Question

These are spin-polarised LDA atoms for the ions of thallium. Both 5p eigenvalues ε (Kohn-Sham orbital energies for spin up and spin down) deepen from each row to the next. I assumed that their difference, ε(5p down) − ε(5p up), would grow too, since a more tightly bound orbital sees everything more strongly. Instead it peaks at Tl8+ and vanishes at Tl13+, and Tl7+ and Tl9+ differ although each has four unpaired electrons. What controls it, and is it the 5p fine structure?

Thallium ions as spherical all-electron Kohn-Sham atoms, computed with Quantum ESPRESSO ld1.x 7.5 using spin-polarised LDA (Slater exchange, Perdew-Zunger correlation), scalar relativity and a point nucleus. Open 5d shells are occupied high-spin. Eigenvalues are negative for bound levels.

```
species   Z  charge (e)  electrons                           configuration  eigenvalue (5p up) (eV)  eigenvalue (5p down) (eV)  mean radius (5p up) (bohr)  mean radius (5p down) (bohr)  ε(5p down) − ε(5p up) (eV)
   Tl2+  81           2         79                 [Xe] 4f14 5d10 (6s up)1                   -94.32                    -94.225                      1.0068                        1.0057                      0.0947
   Tl3+  81           3         78                          [Xe] 4f14 5d10                  -105.76                    -105.76                      1.0052                        1.0052                      0.0000
   Tl7+  81           7         74           [Xe] 4f14 (5d up)5 (5d down)1                  -177.46                    -174.43                     0.97661                       0.97407                      3.0264
   Tl8+  81           8         73                      [Xe] 4f14 (5d up)5                  -197.37                    -193.29                     0.96844                       0.96476                      4.0804
   Tl9+  81           9         72                      [Xe] 4f14 (5d up)4                  -217.32                    -213.87                     0.95958                       0.95655                      3.4549
  Tl10+  81          10         71                      [Xe] 4f14 (5d up)3                  -237.81                    -235.06                     0.95059                       0.94822                      2.7503
  Tl11+  81          11         70                      [Xe] 4f14 (5d up)2                  -258.78                    -256.83                     0.94151                       0.93982                      1.9545
  Tl12+  81          12         69                      [Xe] 4f14 (5d up)1                  -280.19                    -279.15                     0.93231                       0.93139                      1.0487
  Tl13+  81          13         68                               [Xe] 4f14                  -301.99                    -301.99                     0.92294                       0.92294                      0.0000
  Tl14+  81          14         67  [Kr] 4d10 4f14 5s2 (5p up)3 (5p down)2                  -326.96                    -325.65                     0.91222                       0.91234                      1.3020
```

Answer

It is not fine structure. The calculation is scalar-relativistic, so it has no spin-orbit coupling, which in real thallium separates 5p1/2 from 5p3/2 by some 20 eV (a rough recalled size). The column is the exchange splitting: up and down electrons move in different potentials whenever the ion carries a net spin. Tl3+ and Tl13+ have equal up and down occupations, so their zeros follow from symmetry. In the open 5d rows high spin was imposed, not found to be lowest.

Your explanation, binding strength, fails on the numbers. From Tl8+ to Tl13+ the level deepens by over 100 eV while the splitting falls to zero. The same Tl12+ calculation offers a cleaner test: 5s and 4f are bound almost equally, at 340 and 333 eV, yet split by 0.908 and 0.233 eV. Two causes are likely. The compact 4f sits well inside the region where the unpaired 5d electron lives, so it overlaps less with the net spin; and the electron density there is higher, which in LDA weakens the response to a given net spin.

The second explanation is Hund's-rule counting: each unpaired electron adds a fixed exchange energy J. This gives the peak at 5d⁵ and the zeros. One J, fitted by least squares to the logarithm of the splitting in the six rows Tl7+ to Tl12+, overshoots Tl7+ by 18% and undershoots Tl12+ by 15% of the tabulated values. The splitting per unpaired electron climbs at each step, from 0.757 to 1.049 eV. Counting also makes Tl7+ and Tl9+ equal, so something must change J.

The natural repair is contraction: the 5d shell shrinks as charge rises, and an exchange energy scales as 1/length. Dividing by the 5d mean radius of the same runs predicts a Tl9+/Tl7+ ratio of 1.045, against 3.4549/3.0264 = 1.142 in the table. Plain scaling is therefore too weak. A free power of that radius, from a log-log line through the six rows, fits within 0.85% but needs an exponent near 3. Such a steep power might stand for improving 5d–5p overlap, a guess taken up again below.

The third explanation comes from the functional. LDA treats each point as a piece of uniform electron gas, whose exchange potential for spin σ depends on the density n_σ of that spin (atomic units):

v_σ = −(6 n_σ/π)^(1/3)

Picture the n = 5 shell as such a gas in a box of size r. If 5s, 5p and 5d share one radial profile, then n_σ ∝ N_σ/r³, where N_σ counts the 5s, 5p and 5d electrons of that spin. Averaging v↓ − v↑ over 5p gives

splitting = (C/r)(N↑^(1/3) − N↓^(1/3))

with r the average of the two 5p mean radii. The box holds only for electrons that really share the shell, and it ignores correlation, the core density and orbital relaxation. C can absorb only their average effect, so its fitted value, 8.00 eV bohr from the same logarithmic fit to the same six rows, has no meaning of its own.

For Tl9+, a fitted row, filled 5s and 5p supply four electrons per spin and 5d adds four up:

r = (0.95958 + 0.95655)/2 = 0.9581 bohr
8^(1/3) − 4^(1/3) = 2 − 1.5874 = 0.4126
splitting = 8.00 × 0.4126/0.9581 = 3.445 eV

This is 0.3% below the table. Tl7+ has the same surplus of four, but as nine against five. In the box picture the cube root flattens as N grows, so the same surplus on a fuller shell moves the potential less, and the smaller r of Tl9+ adds a little more. The rule is to count the unpaired electrons and then expect each to count for more as the shell empties.

All six rows come within 0.34% of the table, and the predicted Tl9+/Tl7+ ratio is 1.135. A finer feature separates this model from the steep power law. The gain in splitting per unpaired electron is 0.059 eV from Tl7+ to Tl8+, where a down electron leaves, then dips to 0.048 eV when the first up electron leaves, and grows at each later step. The cube-root model has the same dip and growth, while the power law gives nearly even steps.

The numbers favour the cube root without fixing how much contraction adds to it. With the 5s5p count of four per spin set free, fits using no radius, the 5p radius or the 5d radius all stay within 0.5%. These fits cannot separate the two effects, and the 4f level warns that contraction matters. Its splitting per unpaired electron also rises, from 0.177 eV in Tl7+ to 0.233 eV in Tl12+, although 4f lies deeper, where losing 5d electrons should change the total density little. A contracting 5d shell that brings more of its net spin inward would explain this. The rise for 5p is therefore probably a mixture of the flattening cube root and the contracting 5d shell. The cube root is also built into LDA, so the fit describes this calculation and is no test of real ions; in Hartree-Fock theory with fixed orbitals, the exchange splitting of a level is linear in the occupations.

Two unfitted rows, in different states, mark the bounds of the box. Tl14+ has its hole in 5p itself, still inside the shell, and four against three gives 1.273 eV, 2.2% below the table. In Tl2+ the spin sits in 6s, whose mean radius of 2.26 bohr is more than twice that of 5p. Counting that electron as part of the shell overshoots the tabulated splitting about sixfold, as weak overlap would imply.
